### Same fraction, different gap

The naive expectation is that two hybrid functionals with the same share of exact exchange give the same band gap. PBE0 and HSE06 both replace a quarter of the PBE exchange by exact exchange, yet for strontium oxide their gaps differ by about 0.7 eV. The difference lies in the reach of the exchange: PBE0 keeps it at all distances, while HSE06 screens it away at long range.

Two sizes are worth remembering for this crystal. Each additional tenth of unscreened exact exchange opens the gap by about 1 eV. Cutting off the long-range part, at a fraction of one quarter, takes back 0.7 to 0.8 eV. With a starting value near 3 eV, these are enough for a hand estimate.

SrO (Fm-3m, 2-atom cell) at the fixed r2SCAN geometry, computed with Ansatz 0.2.0 using hybrid functionals and Hartree-Fock, plane waves and PAW potentials. All runs use a 6x6x6 k mesh and fixed occupations, without spin polarisation or spin-orbit coupling. Gaps are the least values over the mesh, the named k points and any path between them.

| functional | wave cutoff | band gap (eV) | least direct gap (eV) |
| --- | --- | --- | --- |
| DDH-PBE0 | 420 eV | 5.651 | 5.754 |
| HSE06 | 420 eV | 4.794 | 4.890 |
| Hartree-Fock | 420 eV | 12.856 | 12.956 |
| PBE0 | 420 eV | 5.527 | 5.630 |
| r2SCANh | 500 eV | 4.610 | 4.698 |

### Why exact exchange opens the gap

A semilocal functional such as PBE gives all electrons one common potential, whether their states are filled or empty. Exact exchange distinguishes between the two. An electron in a filled state is part of the charge that it feels, and exact exchange removes this self-repulsion. An electron placed in an empty state has no such share in the charge and is lowered much less. The common potential lies between these two cases, so when exact exchange takes its place, filled states move down and empty states move up.

The size of the effect follows from electrostatics. The filled states at the valence top are mainly oxygen 2p states, concentrated on ions with a radius of between 1 and 2 Å. The energy of two elementary charges at that distance is of the order of 10 eV, and this sets the scale of the gap opening when all semilocal exchange is replaced. If only a fraction $a$ is replaced, the first-order effect is $a$ times as large, which makes the gap a straight line in $a$.

Two rows fix that line. PBE0 has $a=0.25$ and Hartree-Fock has $a=1$, so the slope is $(12.86-5.53)/0.75\approx 9.8$ eV per unit of fraction. Going back from PBE0 to $a=0$ leaves about 3.1 eV. This intercept is a constant of the rule and not a computed PBE gap, because Hartree-Fock contains no correlation and the line joins two somewhat different kinds of theory.

### What screening takes away

HSE06 leaves out the long-range part of exact exchange, which acts between two electrons at distance $r$ as $\mathrm{erf}(\omega r)/r$ in atomic units. The range parameter $\omega$ is 0.11 per bohr, so the cut sets in at around $1/\omega$, or nearly 5 Å. Well within that distance the function is almost flat, with the value $2\omega/\sqrt{\pi}$. The band states extend through the whole crystal, but in an insulator with a wide gap exchange acts mainly between points closer together than this, so the interaction can be treated as constant to a first approximation.

A constant interaction makes the exchange energy of a state easy to work out. The sum over all filled orbitals then measures only how much of the state lies within the filled set: the whole of it for a filled state, none of it for an empty one. Filled states are lowered by $2\omega/\sqrt{\pi}$ and empty states stay where they are. The gap that HSE06 gives up is therefore

$$
\Delta E = a\,\frac{2\omega}{\sqrt{\pi}},\qquad
\frac{2\omega}{\sqrt{\pi}}\approx 3.4\ \text{eV}.
$$

For a quarter of exact exchange this is 0.84 eV, against a computed difference between PBE0 and HSE06 of 0.73 eV. The estimate uses no gap from the table. Theory also suggests why it is somewhat high: the real interaction weakens with distance, so filled states gain a little less than the constant, and empty states gain a little instead of nothing.

### A closer look at the two band edges

The argument predicts more than the size of the difference. PBE0 doesn't simply add long-range exact exchange to HSE06; it puts it in place of the same share of semilocal exchange. The total exchange energy is half the sum over the filled states, so with a constant interaction each electron contributes half of $2\omega/\sqrt{\pi}$ to it. A semilocal functional that roughly reproduces this energy passes the same half on to every state, filled or empty, through its common potential. Per unit of exchange fraction, that is the lowering which is lost when the semilocal part is taken out. After the exchange of one for the other, filled states end up lower by half the constant and empty states higher by half.

The band edges of the two calculations behave in this way. From HSE06 to PBE0 the valence top falls by 0.39 eV and the conduction minimum rises by 0.34 eV, where the model, for a fraction of one quarter, has 0.42 eV for each. This comparison takes the energy zero as common to both runs, which is reasonable for the same cell and nearly the same electron density. The gap itself doesn't depend on that choice.

### The rule and a first worked row

Put together, the rule for the band gap in eV is

$$
E_\mathrm{g}\approx 3.1+9.8\,a-3.4\,a\,s ,
$$

where $s=1$ if the exchange is screened as in HSE06 and $s=0$ if it is not. The first two constants come from PBE0 and Hartree-Fock, the third from the derivation above.

HSE06 took no part in fixing the constants. With $a=0.25$ and $s=1$, the three terms are

$$
3.1+2.45-0.85=4.70\ \text{eV}.
$$

The computed gap is 4.79 eV, so the estimate is 2 % low. Without the last term it would have been about 0.76 eV too high. Since PBE0 has the same fraction and lies on the line, this row tests the screening term and not the slope.

The practical lesson concerns gaps taken from different sources. If one calculation quotes 4.8 eV for this oxide and another 5.5 eV, the samples they describe need not differ at all. The first things to compare are the fraction of exact exchange and its range.

### A second worked row: the crystal sets the fraction

DDH-PBE0 has the form of PBE0 but takes its fraction from the material, as $a=1/\varepsilon_\infty$. Here $\varepsilon_\infty$ is the optical dielectric constant, which measures how strongly the electrons alone weaken an electric field. The idea is that distant charges in a solid interact through this weakened field, so exact exchange should be reduced by the same factor.

A rough recalled value for SrO is $\varepsilon_\infty\approx 3.5$, which gives $a\approx 0.29$. The exchange term is then $9.8/3.5=2.8$ eV, and the estimate is $3.1+2.8=5.9$ eV. The computed gap is 5.65 eV, so the rule is about 4 % high. This row was not used for the line either, but it tests the line and the assumed dielectric constant together.

The dielectric constant is the weak point of such an estimate. A value of 3.0 would give 6.4 eV and a value of 4.0 would give 5.55 eV. Read backwards, the line assigns the calculation a constant near 3.8, which is an inference from the rule and not a separate result. DDH-PBE0 and PBE0 have the same form, so their nearly equal gaps mean that the fraction taken from the material is close to one quarter for this oxide. The recalled constant, which gives 0.29, points the same way.

### The direct gap at no extra cost

The least direct gap, for a transition without change of crystal momentum, is found by adding 0.1 eV to the band gap. This holds in every row to about 0.01 eV, although the gap itself changes by more than 8 eV. In HSE06 and PBE0 the smallest gap runs from the valence top at Γ to the conduction minimum at X, and the least direct gap lies at X. The extra 0.1 eV is therefore the drop of the valence top between these two points. Both ends of that drop are filled oxygen states, which exact exchange lowers by almost the same amount.

### Where the rule stops

For the four rows other than r2SCANh the estimate stays within about 0.25 eV of the computed gap, but two of these rows fixed the line. The printed output after this text lists each miss. No row lies between the fractions of DDH-PBE0 and Hartree-Fock, so the straightness of the line over that wide interval rests on the first-order argument.

The rule fails for r2SCANh. With a tenth of exact exchange it predicts $3.1+0.98\approx 4.1$ eV, while the calculation gives 4.6 eV. The probable reason is the other nine tenths of the exchange, which come from r2SCAN and not from PBE. The r2SCAN functional also depends on the kinetic energy density of the orbitals, and functionals of this kind usually give wider gaps than PBE in ionic crystals. A bend of the line at small fractions could contribute too, as could the higher wave cutoff of this run, and these rows don't separate the causes.

A hybrid built on another semilocal functional therefore needs its own starting value before the exchange term is added. The constants also belong to SrO at one fixed lattice constant; if each functional were allowed to choose its own, the gap would shift for that reason as well. They belong to one k mesh too: no test of the mesh is shown, and unscreened exchange converges more slowly with it than screened exchange, so the slope and the difference between PBE0 and HSE06 could change somewhat on a finer mesh. Within these bounds the rule estimates what a calculation will print, which is a different matter from the gap that an experiment will find. Hartree-Fock, at the far end of the line, is known to make the gaps of insulators much too wide, because it leaves out the correlation by which the other electrons screen an added charge.

Output of the analysis:

```
Slope of gap with exchange fraction (eV per unit fraction): 9.772
Intercept of the line at zero exact exchange (eV): 3.084
Long-range exchange constant from theory (eV per unit fraction): 3.378
Hand rule against computed gap in eV:
           row  fraction  estimate  computed    miss  miss_percent
      DDH-PBE0    0.2857       5.9     5.651   0.249         4.406
         HSE06      0.25       4.7     4.794  -0.094        -1.961
  Hartree-Fock         1      12.9     12.86   0.044        0.3423
          PBE0      0.25      5.55     5.527   0.023        0.4161
       r2SCANh       0.1      4.08      4.61   -0.53         -11.5
PBE0 gap less HSE06 gap computed (eV): 0.733
PBE0 gap less HSE06 gap from theory (eV): 0.8444
Miss for HSE06 if screening is ignored (eV): 0.756
Valence top PBE0 less HSE06 (eV): -0.3895
Conduction minimum PBE0 less HSE06 (eV): 0.3438
Size of each edge shift from theory (eV): 0.4222
DDH-PBE0 estimate if dielectric constant is 3.0 (eV): 6.367
DDH-PBE0 estimate if dielectric constant is 4.0 (eV): 5.55
Dielectric constant that the unrounded line implies for DDH-PBE0: 3.807
Direct gap less smallest gap in eV:
           row  difference
      DDH-PBE0       0.103
         HSE06       0.096
  Hartree-Fock         0.1
          PBE0       0.103
       r2SCANh       0.088
```
